## Question

Layers of hexagonal boron nitride are stretched or squeezed by the same fraction along both in-plane axes. They stay flat, and their spacing is held fixed. The table gives the energy and the stress from density functional theory (PBE), with the results of the last two rows left open.

Hexagonal BN (P6_3/mmc, 4 atoms, unrelaxed start cell a = 2.504, c = 6.661 Å) strained equally along both in-plane axes, with c and fractional coordinates fixed. Ansatz 0.2.0, plane-wave PAW, scalar-relativistic PBE, no spin polarisation, cutoff 420 eV, k mesh 12×12×4, Gaussian smearing 0.05 eV. Energies are relative to zero strain; pressure is positive in compression.

| strain | energy change (meV/atom) | tensile stress along pattern (GPa) | pressure (GPa) |
| --- | --- | --- | --- |
| -0.15 | 2127.5 | -705.58 | 236.31 |
| -0.1125 | 1092.0 | -437.27 | 146.87 |
| -0.075 | 450.2 | -243.90 | 82.38 |
| -0.0375 | 110.1 | -105.31 | 36.13 |
| 0 | 0.0 | -7.12 | 3.32 |
| 0.0375 | 63.3 | 61.16 | -19.55 |
| 0.075 | 255.4 | 107.30 | -35.05 |
| 0.1125 | 541.1 | 137.01 | -45.10 |
| 0.1312 | ? | ? | ? |
| 0.15 | ? | ? | ? |

The column "tensile stress along pattern" is the sum of the stresses along the two in-plane axes, so each axis carries half of it. A negative value means that the layer pushes outwards.

Does this stress pass a maximum before a strain of 0.15? Forecast the stress, energy change and pressure in the two open rows, each with an error bar, and justify the forecast from the physics of the bonds.

## Model answer

**Three limits.** For small strains the layer obeys Hooke's law. The slope of the stress about zero strain gives elastic constants $C_{11}+C_{12}$ of about 1.1 TPa. If that slope held, the summed stress would be 243 GPa at a strain of 0.1125. The table has 137 GPa there, so Hooke's law has already failed badly by the last known row.

The other two limits say why. Atoms pulled far apart no longer attract each other, so the force in a bond must rise from zero, pass a maximum and die away. Atoms pressed together meet a repulsion that steepens quickly as their electron clouds overlap. A bond is therefore soft on the stretched side and hard on the squeezed side. The energies show this asymmetry: squeezing by 0.1125 costs twice as much as stretching by the same amount.

**From bond to stress.** Equal strain along both axes leaves the 120° angles as they are and scales every B–N bond by $1+\varepsilon$, where $\varepsilon$ is the strain. To a first approximation the energy is then a sum of identical bond curves. With $E$ the energy per atom, $V_0$ the unstrained volume per atom and $S$ the summed stress, the work done in a small further stretch is

$$\frac{dE}{d\varepsilon}=V_0\,(1+\varepsilon)\,S .$$

The product $(1+\varepsilon)S$ thus follows the force in one bond. The factor $1+\varepsilon$ is there because the face on which the stress acts widens as the layer is stretched, so the same bond force is spread over more area.

A Morse curve is a simple bond law that respects all three limits. Its force is an attraction less a repulsion that decays twice as fast:

$$(1+\varepsilon)\,S=A\,e^{-k\varepsilon}-B\,e^{-2k\varepsilon}.$$

Near zero strain the two terms almost cancel, and a small stretch upsets the balance in proportion to the strain, which is Hooke's law. Further out the repulsion has less left to lose, while the attraction itself is fading. Each further step of strain then adds less force than the one before.

**The estimate.** The three constants were fitted to the six known rows from −0.075 upwards, which gives $A=828.7$ GPa, $B=835.8$ GPa and $k=2.583$. The two most squeezed rows were left out because like atoms come close together there, and a law for B–N bonds alone does not describe their repulsion. At a strain of 0.15, which was not part of the fit, $e^{-k\varepsilon}=0.6788$ and its square is 0.4607. Hence

$$S=\frac{828.7\times0.6788-835.8\times0.4607}{1.15}=\frac{562.5-385.1}{1.15}\approx154.3\ \text{GPa}.$$

**Is the maximum passed?** The stress rises as long as the bond force grows faster, in relative terms, than the face widens. At 0.15 the Morse force still grows at a relative rate of $2.583\times(2\times385.1-562.5)/177.4\approx3.0$ per unit strain. The face widens at a rate of only $1/1.15\approx0.9$. The stress should therefore still be rising in both open rows, though more slowly than before.

**Energy and pressure.** The energy follows by adding the work of the Morse force to the value in the last known row. The pressure is minus one third of the sum of all three axial stresses, so it also needs the stress across the layers. From the columns this is only −1.7 GPa at a strain of 0.1125 and is slowly shrinking, and a straight continuation is good enough. The pressure is thus mainly the in-plane stress under another name, and the crystal is far from being under uniform tension. The small stress across the layers is the least trustworthy part of it, because PBE lacks the long-range dispersion attraction between them.

| strain | summed stress (GPa) | energy change (meV/atom) | pressure (GPa) |
|---|---|---|---|
| 0.1312 | 146.9 ± 1 | 709.3 ± 3 | −48.5 ± 0.4 |
| 0.15 | 154.3 ± 2 | 891.8 ± 5 | −51.0 ± 0.7 |

The error bars are a judgement. A different bond law, a straight line times a single exponential, fitted to the same six rows, shifts the stress forecasts by at most 0.3 GPa. The bars are wider than that because both laws assume that the bonds go on softening smoothly beyond the last known row.

## The computed values

The withheld rows as computed:

| strain | energy change (meV/atom) | tensile stress along pattern (GPa) | pressure (GPa) |
| --- | --- | --- | --- |
| 0.1312 | 709.5 | 147.05 | -48.53 |
| 0.15 | 892.3 | 154.53 | -51.10 |

The stress does keep rising through both rows, and all six values fall within their bars. The stress forecasts are too low by 0.2 and 0.3 GPa. From 0.1125 to 0.15 the computed stress gains 17.5 GPa, against 29.7 GPa over the equal step before. The softening continues, but it has not yet turned into a fall.

## Remarks on the reasoning

**The success is really one success.** Energy and stress come from the same calculation and are tied together by the work equation above, and the pressure is mostly the in-plane stress divided by three. A good stress forecast therefore carries the other two with it. The energy had a further advantage, since it started from a known row. Its miss of 0.5 meV/atom at 0.15 should be set against the $892.3-541.1=351.2$ meV/atom added since that row.

**The bars were wider than needed here.** The misses are several times smaller than the bars. The bond law had to reach only a short way beyond its data, and nothing abrupt happened on the way. With hindsight, the spread between the two bond laws was a fair guide to the error here. It could not have warned of a sudden change in the bonding, which neither law contains.

**The bond picture is argued, not proved.** The geometry makes it reasonable, because this strain changes bond lengths and no bond angles. The good forecast adds little to that, because the other bond law, with a different form and also three constants, comes within 0.6 GPa of both withheld stresses. The constants of the Morse curve can also partly make up for one another. They should not be read as the strength or range of a real B–N bond.

**The curve misses most in the most squeezed row.** Carried back to a strain of −0.15, it gives too little outward push by 7.6 GPa, about 1 % of the computed stress. Like atoms are then only $2.504\times0.85\approx2.13$ Å apart, and their repulsion would act in the right direction. The size of that repulsion cannot be read from the miss, because the other bond law misses the same row by 12.4 GPa.

**A common mistake is to quote the last row as a strength.** At 0.15 each axis carries about 77 GPa, half the summed stress, and the stress is still rising. The maximum lies somewhere beyond the table, and placing it would mean trusting the bond law much further out. The calculation also keeps the layers flat and repeats a cell of four atoms, so no crack can open and no defect can start one. For an engineer the figure describes how perfect bonds respond when every one of them is stretched alike, and it does not tell what load a real film would bear.

**The starting cell matters little here.** It was not relaxed, and its in-plane stress vanishes at a strain of about 0.003 instead of at zero. That shift is small beside the strains that decide the answer. It does account for a small part of the factor of two between the energies of squeezing and stretching, because the starting cell is already slightly squeezed. The fits, and the misses in the rows left out of them, are in the printed output below.

Printed output of the fit:

```
fit of tensile_stress_along_pattern on 6 rows (x > -0.1): coefficient of exp(-s*x)/(1+x) 828.7 +/- 0.41, coefficient of exp(-2*s*x)/(1+x) -835.8 +/- 0.39, s 2.583; rms 0.102, worst -0.0375 -0.162, leave-one-out rms 0.432
  rows outside the fit (model, value, miss): -0.15 -698, -705.6, 7.57; -0.1125 -435.5, -437.3, 1.79; 0.1312 146.9, 147.1, -0.19; 0.15 154.3, 154.5, -0.256
fit of tensile_stress_along_pattern on 6 rows (x > -0.1): coefficient of x*exp(-s*x)/(1+x) 2154 +/- 2.1, coefficient of exp(-s*x)/(1+x) -7.227 +/- 0.12, s 3.858; rms 0.206, worst -0.0375 -0.349, leave-one-out rms 0.688
  rows outside the fit (model, value, miss): -0.15 -693.2, -705.6, 12.4; -0.1125 -434, -437.3, 3.28; 0.1312 146.7, 147.1, -0.319; 0.15 154, 154.5, -0.557
energy of squeezing over energy of stretching at strain 0.1125 (ratio): 2.018
C11 plus C12 from the stress slope about zero strain (GPa): 1110
C11 plus C12 from the energy curvature about zero strain (GPa): 1093
strain at which the Morse in-plane stress vanishes: 0.003312
stress per axis at strain 0.1125 (GPa): 68.5
Hooke summed stress at strains 0.1125 and 0.15 (GPa): 242.6, 325.8
stress across the layers at strains -0.15, 0 and 0.1125 (GPa): -3.35, -2.84, -1.71
largest miss of the integrated Morse stress for the energy of known stretched rows (meV/atom): 0.3801
Morse less Rydberg forecast of summed stress in the withheld rows (GPa): 0.1312 0.1292, 0.15 0.3015
rise of summed stress from strain 0.075 to 0.1125, computed (GPa): 29.71
rise of summed stress from strain 0.1125 to 0.15, Morse curve (GPa): 17.37
rise of summed stress from strain 0.1125 to 0.15, computed (GPa): 17.52
stated error bars of summed stress in the withheld rows (GPa): 0.1312 1, 0.15 2
energy forecast in the withheld rows (meV/atom): 0.1312 709.3, 0.15 891.8
energy computed in the withheld rows (meV/atom): 0.1312 709.5, 0.15 892.3
energy forecast less computed in the withheld rows (meV/atom): 0.1312 -0.1653, 0.15 -0.5404
pressure forecast in the withheld rows (GPa): 0.1312 -48.46, 0.15 -51
pressure computed in the withheld rows (GPa): 0.1312 -48.53, 0.15 -51.1
pressure forecast less computed in the withheld rows (GPa): 0.1312 0.07358, 0.15 0.0986
```
